Q: I want the band gap of bulk WSe₂ for a transistor channel, and later its volume and stiffness. All these calculations finish within seconds to tens of seconds. Does it matter which one I take?

Bulk WSe₂ (6-atom cell, 20.66 Å³ per atom) in tight binding (tblite, 3×3×1 cluster) and density-functional theory, without spin polarization or spin-orbit coupling. Gaps and times are for single points on the cell relaxed with r2SCAN+rVV10; volumes come from each method's own relaxation or energy curve, bulk moduli from energy curves at fixed cell shape.

```
               name                 kind  band gap (eV)  volume per atom (Å³)  bulk modulus (GPa)  atoms computed  rough processor time, order of size (s)
    GFN1-xTB tblite        tight binding          1.989                20.280              123.60              54                                        3
PBE coarse-settings  low cutoff and mesh          1.035                   n/a                 n/a               6                                        3
    GFN2-xTB tblite        tight binding          0.920                21.005               74.10              54                                        5
            PBE SZV          small basis          0.849                22.964              107.80               6                                       10
                PBE            semilocal          1.022                   n/a                 n/a               6                                       10
           PBE DZVP          small basis          1.031                21.272              128.10               6                                       30
             r2SCAN            semilocal          1.143                   n/a                 n/a               6                                       30
```

A: Yes. For the gap, the functional or tight-binding model matters, and so does a basis that is too small. Finer settings hardly count. PBE appears with coarse plane waves, with full plane waves and with the DZVP Gaussian basis, and the three gaps agree to about 0.01 eV. Once the orbitals have enough freedom, the gap is set by the functional and no longer by the way the orbitals are written down. Changing the functional to r2SCAN on the same cell raises the gap by 0.12 eV.

Q: Is 0.12 eV a lot?

A: That depends on the purpose. The number n of carriers that heat creates in a pure semiconductor follows

n ∝ exp(−E/2kT)

where E is the gap, k Boltzmann's constant and T the temperature. At 300 K, with the same effective masses, the step from PBE to r2SCAN changes n by a factor of ten, while the step from coarse to full settings changes it by 1.3. Sorting materials whose gaps differ by half an electronvolt survives either choice, but an estimate of the thermal carriers in an undoped channel does not.

Q: Which of the two gaps is right?

A: The table can't decide that. r2SCAN uses the kinetic energy density of the orbitals, so its potential also depends on how steeply each orbital varies in space. This can move empty states against filled ones, and it usually opens the gap. Semilocal gaps still tend to be too small, and spin-orbit coupling, which is strong in tungsten, is absent from every row. I would trust neither value to 0.1 eV.

Q: GFN2 tight binding lies only 0.10 eV below PBE, closer than r2SCAN does. Why not use it for large cells?

A: Because one close gap is weak evidence. GFN2 was fitted mainly to molecules, and its gap here was read from few k points. The 54-atom cluster contains the points Γ and K, but not the place between them where PBE has its lowest empty state. Adding k points to given bands can only lower a gap, never raise it. So if fuller sampling leaves its bands nearly unchanged, GFN2 stays where it is or moves further from PBE.

Q: Then the large GFN1 gap could be a sampling error too?

A: Probably only in part. If PBE were sampled at Γ and K alone, its gap could rise at most to its direct gap at K, 1.50 eV, which is 0.47 eV above the true PBE gap. GFN1 lies another 0.49 eV higher. With the PBE bands as guide, at least half of its excess would come from the tight-binding model itself. This is an estimate, because GFN1's own bands between the sampled points are not known.

Q: And the small SZV basis? Its gap is off by less than 0.2 eV.

A: It is the gap of a different transition. In PBE with plane waves the electron goes from Γ to a point between Γ and K; with SZV it goes from Γ to K. SZV also puts the highest filled state at K 0.71 eV below the one at Γ, whereas the plane-wave gaps allow 0.47 eV at most. A minimal basis gives each atomic orbital one fixed radial shape, so states that bond in different ways can't each adjust, and their errors need not cancel.

Q: Can I notice such a poor basis without computing a whole energy curve?

A: Often, from the pressure at the given cell, compared with that of the same functional in a better basis. Here SZV has 14.4 GPa and plane-wave PBE 3.4 GPa. A positive pressure means that the method wants a larger crystal. For small pressures the relative change in volume is pressure divided by bulk modulus; for larger ones the stiffening under compression counts. If the modulus grows by 4 GPa for each GPa of pressure, a usual value for solids, integration gives Murnaghan's equation:

V₀ = V (1 + 4P/B)^(1/4)

Here V is the given volume per atom, P the pressure there, V₀ the method's own volume and B its bulk modulus at V₀. For SZV, P is 14.4 GPa and B is 107.8 GPa:

V₀ = 20.66 Å³ × (1 + 4 × 14.4/107.8)^(1/4) = 23.0 Å³

Q: Does that agree with the table?

A: The table has 22.96 Å³, and the two tight-binding rows agree as closely; the printed output below lists all three. No constant was adjusted to these rows. The moduli used here do come from energy curves; without one, a modulus borrowed from a similar method gives a rougher estimate, which is enough for a warning. The agreement shows that pressure and modulus together reveal where a method wants to go, not that the method is right.

Q: How much of the swelling is due to PBE and how much to the basis?

A: Put the plane-wave PBE pressure into the same equation, with the DZVP modulus. PBE itself then expands the given cell by about 2.5 %, DZVP adds less than half a percent, and SZV ends 8 % above the PBE estimate. So the basis causes most of the SZV error. The 2.5 % holds for a cell that keeps its shape. Between well-separated layers PBE has no long-range attraction, so a free relaxation should open the gaps between the sheets further.

Q: So a small pressure means a good geometry?

A: Not in a layered crystal. GFN2 has only 1.2 GPa on average, but that hides opposite tendencies: it wants to stretch the sheets (+2.7 GPa in plane) and to shrink the stack (−1.6 GPa across). Look at the stress in each direction before you trust the volume.

Q: Which stiffness would you use?

A: DZVP, whose volume lies closest to the plane-wave PBE estimate, but only as a modulus at fixed shape. A real crystal under pressure yields more, because its soft gaps between layers close first. SZV looks 16 % softer than DZVP, but its modulus belongs to a swollen cell. Carried to the same cell with Murnaghan's equation, it is the stiffer of the two, at about 165 against 144 GPa. GFN2 remains far softer even there, and the table doesn't reveal why.

Q: What should I run, then?

A: For a cell this small, plane-wave PBE or r2SCAN, since the whole table spans only about a factor of ten in time. For carrier numbers neither gap is good enough; a hybrid functional with spin-orbit coupling is the natural next step. Coarse PBE settings are good enough here for a first look at the gap, although that run's cutoff is below the recommended one. Its close match with full PBE also needs the extra k point between Γ and K: on its regular mesh alone the gap is 1.06 eV. For the volume, add a dispersion correction, because it supplies the attraction between the layers that plain PBE lacks. Cheap methods pay off in large cells, where the cost of standard density-functional calculations grows towards the cube of the number of atoms. Before using one there, compare its band-edge positions with PBE, and its directional stresses with a dispersion-corrected calculation, in the small cell.

Q: Would that also tell me where the holes sit in a p-type channel?

A: No, and that question stays open. In PBE the filled edge at K lies somewhere between 0 and 0.47 eV below Γ. Spin-orbit coupling pushes the upper filled states at K upwards, while the edge at Γ hardly moves. This may or may not carry K past Γ. The mass and scattering of the holes depend on the answer, and none of these runs can give it. A calculation with spin-orbit coupling can test it, and so can angle-resolved photoemission.

The analysis program printed:

```
Gap steps against plane-wave PBE:
                  row  gap less PBE gap in eV  factor in thermal carriers at 300 K
      GFN1-xTB tblite                   0.967                            1.326e+08
  PBE coarse-settings                   0.013                                1.286
      GFN2-xTB tblite                  -0.102                                7.191
              PBE SZV                  -0.173                                28.39
                  PBE                       0                                    1
             PBE DZVP                   0.009                                 1.19
               r2SCAN                   0.121                                10.38
Volume and stiffness:
              row  volume against given cell in %  modulus against DZVP in %  modulus carried to given cell in GPa
  GFN1-xTB tblite                          -1.839                     -3.513                                 114.8
  GFN2-xTB tblite                            1.67                     -42.15                                 79.17
          PBE SZV                           11.15                     -15.85                                 164.5
         PBE DZVP                           2.962                          0                                   144
Most that missing k points could widen the PBE gap if K is kept (eV): 0.4739
GFN1 gap beyond the PBE direct gap at K (eV): 0.4931
SZV valence edge at K below that at Gamma (eV): 0.7103
Volume from pressure for GFN1 (A^3 per atom): 20.29
Volume from pressure for GFN2 (A^3 per atom): 21
Volume from pressure for SZV (A^3 per atom): 23
Volume from pressure for plane-wave PBE with the DZVP modulus (A^3 per atom): 21.18
The same against the given cell (%): 2.523
DZVP volume against this PBE estimate (%): 0.4281
SZV volume against this PBE estimate (%): 8.416
Pressure with coarse settings less full settings (GPa): -0.1459
Volume shift that this pressure step means (%): -0.1139
Longest over shortest rough time in the table: 10
```
